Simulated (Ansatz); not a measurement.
# From the elastic tensor of Co3Ge2 to moduli and sound speeds

The calculation used DFT LDA, scalar-relativistic, plane waves, PAW in Ansatz. Plane waves to 420 eV; Γ-centred k mesh 12×12×8; Gaussian smearing of 0.20 eV. Collinear spin, site moments 0.5, 0.5, 0.2, 0.0, 0.0 μB.

Symmetry: P-6m2, No. 187, hexagonal system. The conventional cell has a = 3.821 Å, b = 3.821 Å, c = 4.772 Å, α = 90.00°, β = 90.00°, γ = 120.00°. Around Co (site symmetry 3m) lie 5 Co at 2.33 to 2.52 Å and 6 Ge at 2.50 to 2.52 Å. Co (site symmetry -6m2) is surrounded by 5 Ge at 2.21 to 2.39 Å and 6 Co at 2.52 Å. Ge (site symmetry -6m2) has 8 Co at 2.39 to 2.50 Å as nearest neighbours. Around Ge (site symmetry -6m2) lie 9 Co at 2.21 to 2.52 Å.

In a metal, frequencies and elastic constants depend on the k mesh and the smearing, soft modes and shear constants most.

Relaxed-ion constants (GPa, on the Cartesian axes of the calculation):
C11 = 313.4, C12 = 180.2, C13 = 124.2, C22 = 313.4, C23 = 124.2, C33 = 388.9, C44 = 70.3, C55 = 70.3, C66 = 66.6 GPa; the others vanish.

Density 8.866 g/cm³; 5 atoms in 60.32 Å³.

The values that follow are for a polycrystal of randomly turned grains, by Hill's mean where one number stands.

With S = C⁻¹: B_V = (C11+C22+C33+2(C12+C13+C23))/9, G_V = (C11+C22+C33−C12−C13−C23+3(C44+C55+C66))/15, 1/B_R = S11+S22+S33+2(S12+S13+S23), 15/G_R = 4(S11+S22+S33−S12−S13−S23)+3(S44+S55+S66); Hill is their mean. Then v_l = √((B+4G/3)/ρ), v_t = √(G/ρ), v_m = [(2/v_t³+1/v_l³)/3]^(−1/3) and Θ = (ħ/k_B)·v_m·(6π²n/V)^(1/3) for n atoms in the volume V; E = 9BG/(3B+G), ν = (3B−2G)/(2(3B+G)) and A^U = 5G_V/G_R + B_V/B_R − 6.

* Bulk modulus, Voigt / Reuss / Hill: 208.1 / 208.0 / 208.1 GPa
* Shear modulus, Voigt / Reuss / Hill: 80.6 / 75.5 / 78.0 GPa
* Young's modulus: 208 GPa
* Poisson ratio: 0.333
* Pugh ratio B/G: 2.67 (over 1.75, the rule of thumb for ductile)
* Universal anisotropy index: 0.34
* Longitudinal and transverse sound speeds: 5934 and 2967 m/s
* Debye temperature from the mean sound speed: 432 K

Whether Co3Ge2 exists in this form wasn't checked.

Cost: 1 run of about 58 core-minutes, on Oxide Virtual Turin-like Processor (Zen 5) (shared hosts).

The elastic anisotropy of Co3Ge2 lies almost wholly in shear: the Voigt and Reuss bulk moduli nearly coincide, while the shear bounds separate. C33 exceeds C11, but the large C12 makes the basal plane about as resistant to compression as the c axis. C44 and C66 are both low, whereas stretching c against the basal plane at constant volume is considerably stiffer. This suggests that such a stretch must change short Co–Co and Co–Ge distances, while the softer shears are accommodated more by bond angles and internal relaxation.

The high B/G and Poisson ratio fit metallic cohesion with limited angular stiffness, though they don't establish ductility, which in a hexagonal crystal also depends on the available slip systems and on cleavage. The tensor is positive definite, so the lattice resists every small homogeneous strain in the magnetic state computed. Because LDA usually overbinds 3d metals, the moduli and the Debye temperature are probably somewhat high. Stability against phonons away from the zone centre remains open.
